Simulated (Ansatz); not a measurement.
**A film clamped to a substrate in C**

Theory: Ansatz, DFT PBE, scalar-relativistic, plane waves, PAW. Cutoff 420 eV, Γ-centred 12×12×4 k-points, Gaussian smearing of 0.05 eV. No spin polarisation. Energies are free energies at this smearing, counted from the undisturbed cell; pressure is positive in compression.

Zero of the scan (relaxed at this level):

```yaml
crystal:
  lattice:
    - [2.51802, 0.00000, 0.00000]
    - [-1.25901, 2.18067, 0.00000]
    - [0.00000, 0.00000, 8.30459]
  atoms:
    - { symbol: C, position: [0.00000, 0.00000, 0.09297] }
    - { symbol: C, position: [0.00000, 0.00000, 0.59297] }
    - { symbol: C, position: [0.00000, 0.00000, 0.40703] }
    - { symbol: C, position: [0.00000, 0.00000, 0.90703] }
    - { symbol: C, position: [0.33333, 0.66667, 0.15553] }
    - { symbol: C, position: [0.66667, 0.33333, 0.65553] }
    - { symbol: C, position: [0.33333, 0.66667, 0.34447] }
    - { symbol: C, position: [0.66667, 0.33333, 0.84447] }
```

The cell (8 atoms, V0 = 45.60 Å³) is strained by p along both x and y and by q along z, fractional coordinates fixed. τp = (1/V0) ∂E/∂p = (σxx + σyy)(1 + p)(1 + q) and τq = (1/V0) ∂E/∂q = σzz(1 + p)², with tension positive.

| p | q | ΔE (meV/atom) | τp (GPa) | τq (GPa) |
| --- | --- | --- | --- | --- |
| 0.000 | 0.000 | 0.00 | -0.02 | -0.01 |
| -0.025 | 0.000 | 29.93 | -69.43 | -2.05 |
| 0.025 | 0.000 | 26.32 | 57.37 | 1.56 |
| 0.000 | -0.025 | 14.64 | -1.90 | -33.93 |
| 0.000 | 0.025 | 12.89 | 1.65 | 28.16 |

Task: Get the second derivatives of the energy density.

Result: Central differences give A = ∂τp/∂p = 2536 GPa (C11 + C22 + 2 C12), C = ∂τq/∂q = 1242 GPa (C33) and the cross term B = ∂τq/∂p = 72 GPa (C13 + C23); ∂τp/∂q = 71 GPa must equal B, and any difference shows higher-order terms. The ions are clamped.

Task: A film of this crystal grows with z along the normal on a substrate that imposes p. How does its thickness respond, and what does the misfit cost?

Result: Count p and q from the stress-free cell. A free surface needs τq = 0, so q = −(B/C) p = -0.06 p. The energy density left is (A − B²/C) p²/2 = M p², with the biaxial modulus M = 1266 GPa; a misfit of 1 % costs 4.50 meV/atom, against 4.51 meV/atom if the thickness were held.

At p = 0.050 the energies along q are 155.5 (q = -0.050), 110.9 (q = -0.025), 99.0 (q = 0.000), 114.1 (q = 0.025), 151.7 (q = 0.050) meV/atom.

Task: Does the linear rule hold at this misfit?

Result: A parabola through the lowest point and its neighbours has its minimum at q = -0.001, 98.9 meV/atom. With the stress left in the starting cell, τp0 and τq0, linear elasticity gives q = −(τq0 + Bp)/C = -0.003 and E = V0(τp0 p + τq0 q + Ap²/2 + Bpq + Cq²/2)/N = 112.6 meV/atom. The energies differ by more than a tenth, so the quadratic law fails here: the gap holds the anharmonic part, with some error from the wide steps. Cubic terms also shift the vertex of so wide a parabola.

Forces appear on the atoms along this scan, and letting them relax would lower the energy and soften the response.

Cost: 25 runs of about 3.3 core-minutes in all, on Intel Xeon Processor @ 2.50GHz (Skylake/Cascade Lake) (shared hosts).

The cell is a diamond polytype with mixed cubic and hexagonal stacking, and its response is that of a three-dimensional tetrahedral network: it is about as stiff along the normal (1242 GPa) as under biaxial load (M = 1266 GPa), with none of graphite's weak axis. Strong resistance to bond-angle changes keeps the coupling between the two directions small, so a free surface recovers almost none of the misfit energy.

Part of this weak coupling probably comes from the fixed fractional coordinates. In-plane tension then stretches only the inclined bonds, whereas free ions would flatten the buckled bilayers and pass some of the load to the bonds along z. The true film should therefore thin more than -0.06 p suggests.

Compression costs more than equal tension along both directions, as expected when repulsion steepens at short bond lengths and the bonds soften on stretching. This also explains why the harmonic estimate is too high at p = 0.050. Whether a film would stay coherent at such a misfit, rather than form dislocations or crack, remains open.
